The row that looks wrong is MP2 in the def2-QZVPP basis. MP2 is the simplest method here that lets electrons of opposite spin avoid one another, yet its atomization energy for 1,1-difluorodisilane lies only 7.7 kJ/mol from the reference, closer than any row but the reference itself. When the same method is carried on to a complete basis, the deviation grows to 38.1 kJ/mol. An improvement in the calculation has made the answer worse.

Atomization energies of 1,1-difluorodisilane (F2H4Si2), computed with Ansatz 0.2.0 at the PBE0-D4/def2-TZVP geometry with frozen cores, without zero-point or spin-orbit terms. Limits are extrapolated from def2-TZVPP and def2-QZVPP; for CCSD and CCSD(T), the limit is that of MP2 plus the difference from MP2 in def2-TZVPP.

| method | basis | basis functions | atomization energy (kJ/mol) | less CCSD(T) at the limit (kJ/mol) | less the same method at the limit (kJ/mol) |
| --- | --- | --- | --- | --- | --- |
| HF | def2-SVP | 84 | 2010.9 | -729.5 | -79.7 |
| MP2 | def2-SVP | 84 | 2539.7 | -200.6 | -238.8 |
| CCSD | def2-SVP | 84 | 2488.2 | -252.2 | -223.8 |
| CCSD(T) | def2-SVP | 84 | 2505.8 | -234.6 | -234.6 |
| HF | def2-TZVPP | 202 | 2079.4 | -660.9 | -11.2 |
| MP2 | def2-TZVPP | 202 | 2699.0 | -41.3 | -79.4 |
| CCSD | def2-TZVPP | 202 | 2632.5 | -107.8 | -79.4 |
| CCSD(T) | def2-TZVPP | 202 | 2660.9 | -79.4 | -79.4 |
| HF | def2-QZVPP | 374 | 2089.2 | -651.2 | -1.4 |
| MP2 | def2-QZVPP | 374 | 2748.0 | 7.7 | -30.5 |
| HF | limit | n/a | 2090.6 | -649.7 | 0.0 |
| MP2 | limit | n/a | 2778.4 | 38.1 | 0.0 |
| CCSD | limit | n/a | 2712.0 | -28.4 | 0.0 |
| CCSD(T) | limit | n/a | 2740.3 | 0.0 | 0.0 |

The atomization energy is what it costs to pull the molecule apart into free atoms, here without the vibrational zero-point energy. A basis is the set of functions from which the orbitals are built, and "limit" stands for an estimate of what an endless set would give. The column "less CCSD(T) at the limit" measures each row against the best calculation in the table, which is itself not a measured value. The column "less the same method at the limit" singles out the part of the deviation that is due to the basis.

Two orders of magnitude are worth remembering. Hartree–Fock (HF), in which each electron feels only the average of the others, falls about 650 kJ/mol short, so roughly a quarter of the binding comes from electron correlation. CCSD(T), the best method here, still falls short by about 235 kJ/mol in def2-SVP and 79 kJ/mol in def2-TZVPP. Shared among seven bonds, that is some 34 and 11 kJ/mol per bond, as an average over bonds of different kinds.

The odd row is explained by two errors of opposite sign. MP2 in a complete basis binds the molecule too strongly, by 38.1 kJ/mol relative to CCSD(T). The def2-QZVPP basis binds it too weakly, by 30.5 kJ/mol relative to the MP2 limit. The sum is close to zero, and completing the basis takes away the negative error and leaves the positive one exposed.

The same cancellation upsets the ranking of methods in the smaller bases. In def2-TZVPP, MP2 lies 41.3 kJ/mol below the reference and CCSD(T) 79.4 kJ/mol below it, although CCSD(T) is the better theory. Measured against its own limit, CCSD(T) has no overbinding with which to hide the shortfall of the basis. CCSD shows the opposite case: its own method error is negative, so it adds to the basis error, and no finite basis in the table brings CCSD near the reference.

The method error is best seen by comparing methods within one basis. MP2 exceeds CCSD(T) by 33.9 kJ/mol in def2-SVP and by 38.1 kJ/mol in def2-TZVPP, nearly the same amount, while the basis error itself shrinks threefold. The equal value at the limit is no further evidence. The CCSD(T) limit was obtained by adding the def2-TZVPP difference between the two methods to the MP2 limit. The CCSD limit was built in the same way, which is why all three correlated methods show the same basis error in def2-TZVPP.

It is tempting to say that MP2 finds too much correlation in the molecule, but the total energies of the same calculations show otherwise. In def2-TZVPP, CCSD(T) lowers the molecule by a further 1.6 eV beyond MP2. It lowers the separated atoms by more, about 2.0 eV. MP2 therefore overbinds because it misses more correlation energy in the separated atoms than in the molecule, and the difference of 0.4 eV is the 38 kJ/mol seen above.

The basis error has a different origin. Two electrons of opposite spin can come so close, and then repel each other so strongly, that the exact wave function has a kink, called a cusp, wherever they meet. Products of smooth orbitals can imitate this kink only by adding functions with more and more angular nodes, much as a sharp corner can be drawn from smooth waves only by adding ever shorter ones. Each addition helps, but less than the one before.

This slow progress lowers the atomization energy because the molecule has more such encounters to describe. In the free atoms several electrons are unpaired, and those of parallel spin are already kept apart by the Pauli principle. Bonding joins them into pairs of opposite spin that share the same region of space. An unfinished basis thus costs the molecule more energy than it costs the atoms.

Hartree–Fock has no such cusp between electrons to describe, and the table shows the difference. From def2-SVP to def2-TZVPP its atomization energy rises by 68.5 kJ/mol, and on to def2-QZVPP by only 9.8 kJ/mol. The correlation part, which is MP2 less Hartree–Fock in the same basis, rises by 90.8 and then still by 39.2 kJ/mol. Beyond the triple-zeta basis, the basis problem is mainly a correlation problem: Hartree–Fock accounts for only 11.2 of the 79.4 kJ/mol that MP2 still lacks there.

Theory gives this slow convergence a simple form. Let $l$ count the angular nodes of the functions: 2 for d, 3 for f, 4 for g. For large $l$, each new kind of function recovers, for pairs of opposite spin in an atom, an energy in proportion to $(l+\tfrac12)^{-4}$. If the basis stops at $l=L$, the error is the sum of all later contributions, which is close to an integral:

$$\sum_{l=L+1}^{\infty}\left(l+\tfrac12\right)^{-4}\approx\int_{L+1}^{\infty}x^{-4}\,dx=\tfrac13\,(L+1)^{-3}.$$

On silicon and fluorine the three bases stop at d, f and g functions. Their $L$ therefore equals the number $X$ by which such bases are named: 2 for double, 3 for triple and 4 for quadruple zeta. When $X$ is large, the added 1 hardly matters, and what remains is the familiar rule that the correlation error falls as $X^{-3}$. Carried over from atoms to the molecule, this is the smooth pattern against which the rows can be tested.

The test needs one constant, the overall size of the error, and the computed step from def2-TZVPP to def2-QZVPP supplies it. The def2-SVP row plays no part in setting the constant, and neither does any extrapolated limit. The rule then predicts the earlier step, from def2-SVP to def2-TZVPP, as

$$39.2\ \text{kJ/mol}\times\frac{1/8-1/27}{1/27-1/64}=39.2\ \text{kJ/mol}\times 4.11\approx 161\ \text{kJ/mol}.$$

The calculation gives 90.8 kJ/mol, so the rule is wrong by about 70 kJ/mol. Two steps alone cannot say which basis is at fault, but the rule was derived for large $X$, so the first suspect is not the striking MP2 result in def2-QZVPP but the ordinary-looking one in def2-SVP. If that suspicion is right, the small basis, poor as it is, is much less poor than the inverse cube says.

Most of the break disappears if the added 1 that the familiar rule drops is kept. Replacing $(X+1)^{-3}$ by $X^{-3}$ multiplies the error by $(1+1/X)^3$, which is about 3.4 for the double-zeta basis but only 2.0 for the quadruple-zeta one. The short form thus exaggerates the error of small bases in particular. With the 1 restored, the predicted step falls to 110 kJ/mol, and nearly three quarters of the discrepancy is gone. This is a better fit rather than a proof, because both forms are meant for large $L$ and the smallest basis has only $L=2$.

About 19 kJ/mol of disagreement remains. The derivation assumes that all functions of one angular kind are present before the next kind is added, whereas a real basis holds only a few of each and enlarges every group at once. This is a plausible source of the remainder, but the present numbers do not test it.

A different explanation would be that the atoms in the molecule borrow functions from their neighbours, an effect known as basis set superposition. It flatters small bases, so it would act in the right direction. The separated atoms provide a control, because they have no neighbours to borrow from. Subtracting the gain in the correlation part of the atomization energy from the gain in the molecule's own correlation energy leaves the gain of the atoms. Their first step is 2.7 times their second, again far below the 4.1 of the inverse cube, so the rule fails without any borrowing, although borrowing may still add to the break in the molecule.

The break matters to anyone who extrapolates from cheap calculations. Suppose that only def2-SVP and def2-TZVPP were affordable and the inverse cube were used to look ahead. It would promise a further gain of 22 kJ/mol in the correlation part on going to def2-QZVPP. The computed gain is 39 kJ/mol, so the forecast recovers little more than half of it.

The doubt also reaches the reference. The limits in the table rest on an exponent very close to three in $X$, applied to the triple- and quadruple-zeta results. If the form with $X+1$ held instead, all three correlated limits would rise together by about 12 kJ/mol. MP2 in def2-QZVPP would then lie some 4 kJ/mol below the reference rather than 7.7 kJ/mol above it.

That does not make the second form the better guide to the limit, since it too misjudges the small basis. It does show that the small deviation of the opening row depends on the law chosen for the extrapolation, so neither its size nor its sign should be relied on. The gap between MP2 and CCSD(T) is on firmer ground, because a common shift of the limits leaves it untouched. It changed by about 4 kJ/mol between the two bases in which both methods were run, and a further drift of a few kJ/mol in larger bases would be no surprise.

For a related molecule, the same reasoning tells the reader what to look for. The basis error of the correlated methods should be negative and shrink slowly, while the method error changes much less (here, between def2-SVP and def2-TZVPP, by 4.2 kJ/mol for MP2 and 10.8 kJ/mol for CCSD). If the method error is positive, some intermediate basis may give a deceptively good result; if it is negative, the two errors add and the approach is from one side. The sign of the method error thus decides whether a larger basis can, at some point, appear to harm.

The practical rule is to measure each error where the other is held still: compare methods in the same basis, and compare bases with the same method. Leave the double-zeta result out of an inverse-cube extrapolation. When a modest method in a finite basis agrees closely with a reference, repeat it in the next larger basis before trusting it, because agreement that rests on cancellation will drift away.
